**Note 1. Conventions.** The saddle point has $F$ normal modes: $F-1$ real ones, $k=1,\dots,F-1$, with quantum numbers $\mathbf n=(n_1,\dots,n_{F-1})$, and one unstable mode $F$ with $\omega_F=i|\omega_F|$. For H$_2$CO, $F=6$. Energies, frequencies and anharmonic constants are in cm$^{-1}$, so $\omega$ stands for $\hbar\omega$ and $\beta$ means $hc/k_BT$ whenever it multiplies a wavenumber. The zero of energy is the reactant minimum, for $Q_r$ as well. The abbreviation $u=\beta|\omega_F|$ (that is, $\beta\hbar|\omega_F|$) is used throughout.

**Note 2. What is assumed.** Three premises carry the result.

(P1) The thermal rate constant follows from the cumulative reaction probability $N(E)$:

$$kQ_r=\frac{1}{2\pi\hbar}\int_{E_t}^{\infty}dE\,e^{-\beta E}N(E).\tag{1}$$

For a unimolecular reaction this is the Boltzmann average of $k(E)=N(E)/h\rho(E)$ with weight $\rho(E)e^{-\beta E}/Q_r$; the density of states $\rho$ cancels. It presumes statistical reactant states, dense enough to be a continuum, and an undisturbed Boltzmann population, so $k$ is the high-pressure limit $k_\infty$. The lower limit $E_t$ is the lowest energy at which reaction is possible, here the reactant zero-point level.

(P2) Near the saddle the Hamiltonian is a function of $F$ conserved actions, even though it is not separable in the normal coordinates (Miller, 1977). The $n_k$ are then good quantum numbers during the crossing, and each $\mathbf n$ is an independent channel.

(P3) Each channel transmits with the uniform semiclassical probability, which is exact for a parabolic barrier:

$$N(E)=\sum_{\mathbf n}P(\theta_{\mathbf n}(E)),\qquad P(\theta)=\frac{1}{1+e^{2\theta}}.\tag{2}$$

**Note 3. Where $n_F+\tfrac12\to i\theta/\pi$ comes from.** In mass-weighted coordinates take $\tfrac12p^2-\tfrac12|\omega_F|^2q^2=\varepsilon<0$, with $|\omega_F|$ an angular frequency in this paragraph only. Between the turning points $q_\pm=\pm\sqrt{-2\varepsilon}/|\omega_F|$ the momentum is imaginary, and $|p|=\sqrt{-2\varepsilon-|\omega_F|^2q^2}$ traces half an ellipse with semi-axes $\sqrt{-2\varepsilon}$ and $q_+$. Its area gives

$$\theta=\frac1\hbar\int_{q_-}^{q_+}|p|\,dq=-\frac{\pi\varepsilon}{\hbar|\omega_F|}.$$

Hence $\varepsilon=-\hbar|\omega_F|\theta/\pi$, which is the oscillator formula $\hbar\omega_F(n_F+\tfrac12)$ with $\omega_F=i|\omega_F|$ and $n_F+\tfrac12=i\theta/\pi$. The relation continues to $\varepsilon>0$, where $\theta<0$ and $P>\tfrac12$; negative $\theta$ describes passage over the barrier with some reflection.

By (P2) the same replacement is made in the level formula of second-order vibrational perturbation theory (VPT2), $V_0+G_0+\sum_k\omega_k(n_k+\tfrac12)+\sum_{k\le l}x_{kl}(n_k+\tfrac12)(n_l+\tfrac12)$, with sums over all $F$ modes. The energy is a real function of the real quantities $n_k$ and $\theta$, so $x_{FF}$ is real and $x_{kF}$ is imaginary; write $x_{kF}=-i\bar x_k$. Since $(i\theta/\pi)^2=-\theta^2/\pi^2$ and $(-i)(i)=1$,

$$E(\mathbf n,\theta)=E^\ddagger_{\mathbf n}-\Omega_{\mathbf n}\frac{\theta}{\pi}-x_{FF}\frac{\theta^2}{\pi^2},\qquad \Omega_{\mathbf n}=|\omega_F|-\sum_{k<F}\bar x_k\,(n_k+\tfrac12),\tag{3}$$

where $E^\ddagger_{\mathbf n}=V_0+G_0+\sum_{k<F}\omega_k(n_k+\tfrac12)+\sum_{k\le l<F}x_{kl}(n_k+\tfrac12)(n_l+\tfrac12)$, $V_0$ is the classical barrier and $G_0$ the constant term of VPT2. Theory thus delivers $E$ as a function of $\theta$, while Eq. (2) wants $\theta$ as a function of $E$. At second order the inversion is a quadratic equation; with $\Delta=E^\ddagger_{\mathbf n}-E$, the root that vanishes at $\Delta=0$ is

$$\theta=\frac{2\pi\Delta}{\Omega_{\mathbf n}+\sqrt{\Omega_{\mathbf n}^2+4x_{FF}\Delta}}.\tag{4}$$

At higher order it needs a root search for every channel and energy.

**Note 4. The integration by parts, with its boundary terms.** All terms in Eqs. (1) and (2) are non-negative, so sum and integral may be exchanged. Fix $\mathbf n$ and suppose that $E(\mathbf n,\theta)$ falls monotonically from $+\infty$ at $\theta=-\infty$ to a lowest energy $E_t$ at $\theta=\theta_t$. This monotonicity is what makes $\theta_{\mathbf n}(E)$ single-valued; it is a hidden premise of Eq. (2). With $e^{-\beta E}=-\beta^{-1}\,d(e^{-\beta E})/dE$,

$$\int_{E_t}^\infty dE\,e^{-\beta E}P=-\frac1\beta\Big[e^{-\beta E}P\Big]_{E_t}^{\infty}+\frac1\beta\int_{E_t}^\infty dE\,e^{-\beta E}\frac{dP}{dE}.$$

The upper boundary term vanishes because $P\le1$. The lower one is $+\beta^{-1}e^{-\beta E_t}P(\theta_t)$. In the remaining integral $(dP/dE)\,dE=(dP/d\theta)\,d\theta$, and

$$\frac{dP}{d\theta}=-\frac{2e^{2\theta}}{(1+e^{2\theta})^2}=-\frac{2}{(e^{\theta}+e^{-\theta})^2}=-\tfrac12\,\mathrm{sech}^2\theta .$$

As $E$ runs up from $E_t$ to $\infty$, $\theta$ runs down from $\theta_t$ to $-\infty$; reversing the limits cancels the minus sign:

$$\beta\int_{E_t}^\infty dE\,e^{-\beta E}P=e^{-\beta E_t}P(\theta_t)+\int_{-\infty}^{\theta_t}d\theta\,\tfrac12\mathrm{sech}^2\theta\;e^{-\beta E(\mathbf n,\theta)}.\tag{5}$$

Without the integration by parts the change of variable would leave a Jacobian $\partial E/\partial\theta$; here it has cancelled, and only $E(\mathbf n,\theta)$ itself is left. If $\theta_t$ may be sent to $+\infty$ with a vanishing boundary term, then, with $1/(2\pi\hbar\beta)=k_BT/h$,

$$kQ_r=\frac{k_BT}{h}\int_{-\infty}^{\infty}d\theta\,\tfrac12\,\mathrm{sech}^2\theta\sum_{\mathbf n}e^{-\beta E(\mathbf n,\theta)}.\tag{6}$$

This is the formula of Hernandez and Miller (1993). The weight is the same for all channels, which is why the sum could be moved back inside.

**Note 5. The boundary term can be absorbed.** Because $\int_{\theta_t}^\infty\tfrac12\mathrm{sech}^2\theta\,d\theta=\tfrac12(1-\tanh\theta_t)=P(\theta_t)$, the boundary term of Eq. (5) is exactly the missing part of the $\theta$ integral with the energy frozen at $E_t$. Equation (6) therefore holds for a finite threshold too, provided $E(\mathbf n,\theta)$ is replaced by $\max[E(\mathbf n,\theta),E_t]$ for monotonic $E$. Taking a maximum needs no inversion either.

**Note 6. How to read Eq. (6).** The weight $\tfrac12\mathrm{sech}^2\theta$ integrates to one, has mean zero and variance $\pi^2/12$. The sum $Q^\ddagger(\theta)=\sum_{\mathbf n}e^{-\beta E(\mathbf n,\theta)}$ is a partition function of the activated complex at fixed barrier action, and the rate is $k_BT/hQ_r$ times its average over $\theta$. If $\beta E$ changes little over $|\theta|\lesssim1$, the average is $Q^\ddagger(0)$, and Eq. (6) is transition-state theory with quantised transverse levels. Positive $\theta$ lowers $E$ and is tunnelling; negative $\theta$ raises $E$ and is reflection above the barrier.

**Note 7. The quadratic saddle.** Set $G_0$ and all $x$ to zero. Then $E=V_0+\sum_k\omega_k(n_k+\tfrac12)-|\omega_F|\theta/\pi$, the exponential factorises, each $n_k$ gives a geometric series $1/[2\sinh(\beta\omega_k/2)]$, and

$$kQ_r=\frac{k_BT}{h}\,e^{-\beta V_0}\prod_{k<F}\frac{1}{2\sinh(\beta\omega_k/2)}\;\kappa_h,\qquad\kappa_h=\int_{-\infty}^\infty d\theta\,\tfrac12\mathrm{sech}^2\theta\,e^{u\theta/\pi}.$$

Put $t=e^{2\theta}$, so that $d\theta=dt/2t$, $\tfrac12\mathrm{sech}^2\theta=2t/(1+t)^2$ and $e^{u\theta/\pi}=t^{s}$ with $s=u/2\pi$:

$$\kappa_h=\int_0^\infty\frac{t^{s}\,dt}{(1+t)^2}=\frac{\Gamma(1+s)\Gamma(1-s)}{\Gamma(2)}=\frac{\pi s}{\sin\pi s}=\frac{u/2}{\sin(u/2)}.\tag{7}$$

The second step is Euler's beta integral, the third is $\Gamma(1+s)=s\Gamma(s)$ with the reflection formula $\Gamma(s)\Gamma(1-s)=\pi/\sin\pi s$. At large $t$ the integrand falls as $t^{s-2}$, so convergence needs $s<1$, that is $u<2\pi$ or $T>T_c=hc|\omega_F|/2\pi k_B$. The dropped boundary term behaves as $e^{(u/\pi-2)\theta_t}$ and vanishes under the same condition. For $u>2\pi$ the right side of Eq. (7) can still be evaluated, but it no longer represents the integral. Expanding $e^{u\theta/\pi}$ to second order and using the variance of Note 6 gives $1+\tfrac12(u/\pi)^2\pi^2/12=1+u^2/24$, Wigner's correction.

The cost of ignoring the threshold is explicit. The energies below $E_t$ that Eq. (7) wrongly includes contribute, with $P\approx e^{-2\theta}$ and $\beta\,|dE|=(u/\pi)\,d\theta$,

$$\delta\kappa\approx\frac u\pi\int_{\theta_t}^\infty d\theta\,e^{-(2-u/\pi)\theta}=\frac{u}{2\pi-u}\,e^{-(2\pi-u)\theta_t/\pi}.\tag{8}$$

The pole at $T_c$ is thus an artefact of a parabola without a bottom.

**Note 8. The sign of $x_{FF}$ decides whether Eq. (6) exists.** The integrand carries $\exp(\beta x_{FF}\theta^2/\pi^2)$. For $x_{FF}>0$ this outgrows $\mathrm{sech}^2\theta$ at both ends and the integral diverges at every temperature; $E$ also has a maximum at negative $\theta$, against the premise of Note 4, and the formula is usable only as an expansion about $\theta=0$ or with a cut-off. For $x_{FF}<0$ and $\Omega_{\mathbf n}>0$ the integral converges at every temperature, but $E$ falls only up to $\theta^*=\pi\Omega_{\mathbf n}/2|x_{FF}|$, where it lies $D=\Omega_{\mathbf n}^2/4|x_{FF}|$ below $E^\ddagger_{\mathbf n}$, and then rises along the other root of the quadratic equation. That branch is not part of Eq. (1). If the channel is taken as closed below $E^\ddagger_{\mathbf n}-D$, Note 5 gives the faithful form: use $\max[E(\mathbf n,\min(\theta,\theta^*)),E_t]$ in Eq. (6). The sum over $\mathbf n$ has the same weakness. With negative $x_{kl}$ it must be stopped where $\partial E/\partial n_k$ changes sign. With only the $\bar x_k$ kept among the couplings, it gives $\prod_k1/[2\sinh(\beta(\omega_k+\bar x_k\theta/\pi)/2)]$, which blows up at $\theta=-\pi\omega_k/\bar x_k$.

**Note 9. A solvable case fixes signs and shows that $G_0$ belongs.** For the symmetric Eckart barrier $V_0\,\mathrm{sech}^2(\alpha x)$ with $B=\hbar^2\alpha^2/2m$, the curvature $-2V_0\alpha^2$ at the top gives $|\omega_F|^2=4V_0B$. The exact transmission is $\sinh^2\pi\eta/(\sinh^2\pi\eta+\cosh^2\pi\delta)$ with $\eta=\sqrt{E/B}$ and $\delta=\sqrt{V_0/B-\tfrac14}$. When $\pi\eta$ and $\pi\delta$ are large, both hyperbolic functions are single exponentials, and this is Eq. (2) with $\theta=\pi(\delta-\eta)$. Solving for the energy,

$$E=B\Big(\delta-\frac\theta\pi\Big)^2=V_0-\frac B4-2B\delta\,\frac\theta\pi+B\,\frac{\theta^2}{\pi^2}.$$

Since $2B\delta=|\omega_F|\sqrt{1-B/4V_0}$, comparison with Eq. (3) gives

$$x_{FF}=-\frac{|\omega_F|^2}{4V_0},\qquad G_0=\frac{x_{FF}}4,\tag{9}$$

up to a relative change $B/8V_0$ of the frequency. Here $\theta^*$ is the point $E=0$, and the rising branch is $\eta<0$.

**Note 10. Anharmonic factor.** Keep $x_{FF}<0$ and $G_0$, and drop the other $x$. Then $\kappa_h$ is replaced by $\kappa=e^{-\beta G_0}\kappa_x$ with

$$\kappa_x=\int_{-\infty}^{\infty}d\theta\,\tfrac12\mathrm{sech}^2\theta\,\exp\!\Big(\frac{u\theta}{\pi}-\frac{\beta|x_{FF}|\theta^2}{\pi^2}\Big).\tag{10}$$

Well above $T_c$, expand the Gaussian. Each factor $\theta^2/\pi^2$ is $\partial^2/\partial u^2$ acting on Eq. (7), and with $v=u/2$, differentiating $v/\sin v$ twice,

$$\frac{\kappa}{\kappa_h}\approx1-\beta G_0-\frac{\beta|x_{FF}|}{4}\Big(\cot^2v+\csc^2v-\frac{2\cot v}{v}\Big).\tag{11}$$

The bracket tends to $\tfrac13$ as $v\to0$. With Eq. (9) the $G_0$ term is then three times the $x_{FF}$ term and of opposite sign, so dropping $G_0$ reverses the sign of the correction at high temperature.

Near $T_c$ the tail $\tfrac12\mathrm{sech}^2\theta\approx2e^{-2\theta}$, $\theta>0$, dominates. Completing the square,

$$\kappa_x\approx\sqrt{\frac{\pi^3}{\beta|x_{FF}|}}\;e^{z^2}\,\mathrm{erfc}\,z,\qquad z=\frac{\pi-u/2}{\sqrt{\beta|x_{FF}|}},\tag{12}$$

with a remainder near $-1$, the regular part of $v/\sin v$ at $v=\pi$. The pole has become a finite value proportional to $|x_{FF}|^{-1/2}$. Below $T_c$ the exponent $-2\theta-\beta E$ is stationary where $\beta\,\partial E/\partial\theta=-2$, or $-2\hbar\,d\theta/dE=\beta\hbar$ in ordinary energy units. The left side is the period of the orbit on the inverted potential, so this is the instanton condition. For Eq. (3) the solution is $\theta_0=\theta^*(1-T/T_c)$, always on the physical branch.

**Note 11. Range of validity.** Equation (6) is an identity given (P1) to (P3), monotonic $E(\mathbf n,\theta)$ and a negligible or absorbed boundary term. Its accuracy is that of $E(\mathbf n,\theta)$ where the integrand is large. (i) Equation (7) needs $u<2\pi$ to exist, and the last term of Eq. (11) to be small in order to be accurate, which fails well before $T_c$. (ii) Equation (3) rests on derivatives at the saddle up to fourth order. It is an expansion in $\theta$, sound while the dominant $\theta$ is of order one and an extrapolation once $\theta_0$ moves out, where the true tunnelling path may leave the saddle region. (iii) When $\theta_0$ reaches $\theta_t$, decay from the lowest reactant levels dominates and the continuum of (P1) fails. (iv) Resonances among the real modes spoil the actions of (P2) unless they are treated separately. (v) Recrossing, fall-off, and routes to the same products that avoid this saddle are outside the premises. Rotation enters by adding $J,K$ to $\mathbf n$; a separable rigid rotor multiplies Eq. (6) by $Q^\ddagger_{\rm rot}$.

**Note 12. H$_2$CO $\to$ H$_2$ + CO on the ground electronic surface.** The inputs are approximate, typical values. Harmonic frequencies of H$_2$CO: 3000, 2930, 1780, 1540, 1270, 1190 cm$^{-1}$. Saddle: 3130, 1830, 1250, 830, 740 cm$^{-1}$ and $|\omega_F|=1840$ cm$^{-1}$. Classical barrier: $V_0=30\,500$ cm$^{-1}$ (87.2 kcal/mol). The zero-point energies are 5855 and 3890 cm$^{-1}$, so the harmonic barrier between zero-point levels is $E_0=28\,535$ cm$^{-1}$ (81.6 kcal/mol), and $T_c=421$ K. For illustration the anharmonicity is taken from Eq. (9), which gives $|x_{FF}|=27.75$ cm$^{-1}$; the rounded values $x_{FF}=-28$ and $G_0=-7$ cm$^{-1}$ are used, and the frequency shift of Note 9, 0.2 cm$^{-1}$, is dropped. These two constants are an Eckart guess and not the output of a quartic force field.

| $T$/K | $u$ | $\kappa_h$, Eq. (7) | $\kappa_x$, Eq. (10) | $\kappa=e^{-\beta G_0}\kappa_x$ |
|---|---|---|---|---|
| 1000 | 2.647 | 1.365 | 1.355 | 1.369 |
| 600 | 4.412 | 2.74 | 2.63 | 2.67 |
| 500 | 5.295 | 5.58 | 4.84 | 4.94 |
| 400 | 6.618 | diverges | 34.7 | 35.6 |

The last digits serve only to compare the columns of one model. At 1000 K the $x_{FF}$ term of Eq. (11) is $-0.75$ % and the $G_0$ term $+1.0$ %. At 400 K Eq. (12) gives 35.8, with remainder $-1.1$.

The boundaries are far away. For the parabola and $\mathbf n=0$, $\theta_t=\pi E_0/|\omega_F|=48.7$, and Eq. (8) is a fraction $2.1\times10^{-7}$ of $\kappa_h$ at 500 K. With $x_{FF}$, $\theta^*=103.2$, and Eq. (4) with $\Delta=E_0+G_0=28\,528$ cm$^{-1}$ gives $\theta_t=78.7$; $\theta_0$ would reach $\theta_t$ only at 100 K. The practical limit comes earlier. At 400 K, $\theta_0=5.2$, which is $2.98\times10^3$ cm$^{-1}$ below the barrier top, and halving $|x_{FF}|$ raises $\kappa_x$ from 34.7 to 73.

The neglected couplings $\bar x_k$ rival the terms kept. From Eq. (7), $d\ln\kappa_h/d\ln u=1-v\cot v$, which is 0.67 at 1000 K and 5.9 at 500 K. An assumed shift of 50 cm$^{-1}$ in $\Omega_{\mathbf n}$ then changes $\kappa_h$, to first order, by 1.8 % and 16 %. At 1000 K this exceeds both anharmonic terms above, so the model supports $\kappa\approx1.4$ there and no more.

For the rate at 1000 K, measure the partition functions from the zero-point levels, $q=\prod(1-e^{-\beta\omega})^{-1}$: $q^\ddagger=2.86$, $q_r=1.82$, ratio 1.57. The symmetry numbers, 2 for C$_{2v}$ formaldehyde and 1 for the planar C$_s$ saddle, give a factor 2, and the moments of inertia are assumed equal. With $k_BT/h=2.08\times10^{13}$ s$^{-1}$ and $e^{-\beta E_0}=1.48\times10^{-18}$, harmonic transition-state theory gives $9.7\times10^{-5}$ s$^{-1}$, and with $\kappa$

$$k_\infty(1000\ \mathrm K)\approx1.3\times10^{-4}\ \mathrm s^{-1}.$$

This number is the model's, not the molecule's. Rotational constants 10 % smaller at the saddle would multiply it by $0.9^{-3/2}=1.17$, an anharmonic lowering of $E_0$ by 50 cm$^{-1}$ by 1.07, and a barrier lower by 1 kcal/mol by 1.65, which is more than the whole tunnelling factor. As typical knowledge, estimates of the zero-point-corrected barrier run from roughly 79 to 82 kcal/mol, so the model sits at the slow end, and the low end would raise $k_\infty$ by a factor of 3.7; near 1 bar the reaction is in fall-off, and the actual rate through this channel lies below $k_\infty$ by roughly an order of magnitude or more.